Q: In this silane molecule one Si–H bond is stretched to about 2.4 Å, while the other three stay near 1.5 Å. The T1 diagnostic is 0.018, which I would read as harmless. How well do the usual methods cope?

A: The table compares them with full configuration interaction (FCI), which is exact for the eight valence electrons in the chosen basis.

Calculated values. Total energies of singlet SiH₄ (charge 0) with one Si–H bond stretched to 2.37 Å, relative to FCI, from Ansatz 0.2.0 and the in-house AFQMC program afq 1. All levels use the 6-31G basis, an RHF determinant and frozen cores (eight valence electrons correlated); the geometry is from PBE0/def2-TZVP.

```
         level  this level less the reference (FCI, same basis) (meV)  statistical noise, one standard error (meV)
            HF                                                 2981.3                                        0.000
           MP2                                                 1029.3                                        0.000
          CCSD                                                   68.4                                        0.000
       CCSD(T)                                                   18.9                                        0.000
         CCSDT                                                    2.0                                        0.000
      CCSDT(Q)                                                    0.3                                        0.000
        CCSDTQ                                                    0.0                                        0.000
 ph-AFQMC/CISD                                                   10.9                                        1.200
released AFQMC                                                    2.8                                        1.400
```

The letters S, D, T and Q stand for single, double, triple and quadruple excitations out of the Hartree–Fock (HF) determinant, and brackets mean that a class is only estimated by perturbation theory. HF lies nearly 3 eV too high, CCSD 68 meV and CCSDT 2 meV. MP2 and CCSD(T) stop between these steps, and so does phaseless AFQMC, a random walk guided by a trial wavefunction.

Q: Why does T1 give no warning if HF is so far off?

A: T1 measures single excitations, which mostly repair the shape of the orbitals. A stretched bond has a different trouble. In the HF determinant both electrons sit in the bonding orbital, so they are too often found on the same atom. The cure is to mix in the configuration with both electrons in the antibonding orbital, and that is a double excitation.

The FCI occupations show this mixing. The bonding orbital of the long bond holds 1.84 electrons instead of 2, and its antibonding partner holds 0.16. The bond is partly broken, but the molecule is not yet a pair of separate radicals. A better warning than T1 is that the restricted HF determinant is unstable: a determinant with different orbitals for the two spins would lie lower. The HF error in the table is that of the restricted determinant. An unrestricted one would have a smaller error, but it too would miss the ordinary correlation of all four pairs, so the 3 eV are not a measure of the stretching alone.

Q: Can you turn those occupations into a measure of how good the single determinant is?

A: Yes, if the four bonding pairs are taken as independent. When electrons leave a main orbital only in pairs, a pair is found there with probability n/2, where n is the occupation of that orbital. Independent probabilities multiply:

weight of the determinant ≈ (n₁/2) × (n₂/2) × (n₃/2) × (n₄/2)

≈ 0.988 × 0.982 × 0.982 × 0.919 ≈ 0.87

The last factor belongs to the long bond, and the other three to orbitals spread over the short bonds. The wavefunction of singles and doubles that guides the random walk gives the determinant a weight of 0.88. Nothing was fitted, but the occupations come from the FCI itself, and any wavefunction made mostly of double excitations would give nearly the same number, whichever pairs the electrons leave. The agreement is therefore what dominant doubles would give, and it does not show that the pairs are independent. Most of the lost weight comes from the one long bond.

Q: If the pairs are independent, why is CCSD not exact?

A: That is where the picture fails, and the failure is instructive. For a single pair, singles and doubles are all there is, so CCSD is exact however far the bond is stretched. For several independent pairs it is still exact, because its exponential form includes the products in which two or more pairs are excited at once. The remaining 68 meV must therefore come from pairs that influence one another.

CCSD does include the simplest influence, in which one electron of each of two pairs is excited. The simplest process that it leaves out moves three electrons together, for example both electrons of one pair and one of another. Full triples lower the energy by 66.4 meV, which is nearly the whole CCSD error. A stretched H₂ molecule has no second pair and hence no such error. In silane, three other pairs surround the silicon atom and can respond when the electrons of the long bond rearrange. Part of the error would be there in the intact molecule too, because its four pairs also influence one another.

Q: And why is each further step so much smaller?

A: Electrons repel one another two at a time. One act of repulsion can excite two electrons, but a truly joint motion of three or four needs further acts, each weakened by the energy that the excitation costs. The error falls by a factor of about 44 from HF to CCSD and about 34 from CCSD to CCSDT. Had the first factor simply been repeated, CCSDT would have been left with 1.6 meV, close to the 2.0 meV in the table. Two factors from one molecule make no general law, and such a rapid fall can't be expected where one determinant no longer dominates.

Q: CCSD(T) also contains triples. Why does it stop at 19 meV?

A: It estimates them in one step from the finished doubles and does not let the triples act on each other or back on the doubles. That estimate yields 49.5 meV, or about three quarters of what the full triples give. MP2 does the same thing one level lower: it estimates the doubles in one step and finds about two thirds of the CCSD gain.

Theory offers a likely common reason for both shortfalls, though it was not tested here. The one-step formulas divide by bare differences of orbital energies. An excited electron is attracted by the hole it leaves behind, so the true cost of the excitation is usually lower and the mixing stronger than the formula assumes. How much of either shortfall is due to the stretching can't be read from a single geometry. The undershoot is no rule for longer bonds either, since the orbital gap shrinks on further stretching and the one-step estimates can then become too large.

Q: Where does phaseless AFQMC belong on this ladder?

A: On none of its rungs, because the walk is not limited to any class of excitation. Apart from noise, its error comes mainly from the trial wavefunction, which is used to control the phases of the walkers. An exact trial would do no harm, whereas an approximate one shifts the energy. Here the shift is 10.9 meV with a standard error of 1.2 meV, so it is real, and the quoted noise does not include it.

When the constraint is let go, the error drops to 2.8 ± 1.4 meV, which can't be told apart from CCSDT. This points to the constraint as the main source of the shift. The energies of the released walk show no clear plateau beyond the noise, so some bias may remain. The trial has no triples and none of the products in which two pairs are doubly excited at once. These gaps may well cause the shift, but only a second trial could test that.

Q: We grow silicon from silane. What should I take from this?

A: Losing hydrogen from silane and its fragments is part of that growth, and partly broken Si–H bonds are met on the way. When silane gives off H₂, however, two of them stretch while a new H–H bond forms, so the errors there may differ from those in the table. In all such structures, a small T1 is no proof that CCSD is good enough. The occupations show more directly how far a bond is broken, though not how large the CCSD error is. The errors are not errors of a reaction barrier, because part of them would cancel against the intact molecule. The basis is also small and has no polarization functions, so the table ranks the methods within that basis and does not give their distance from experiment.
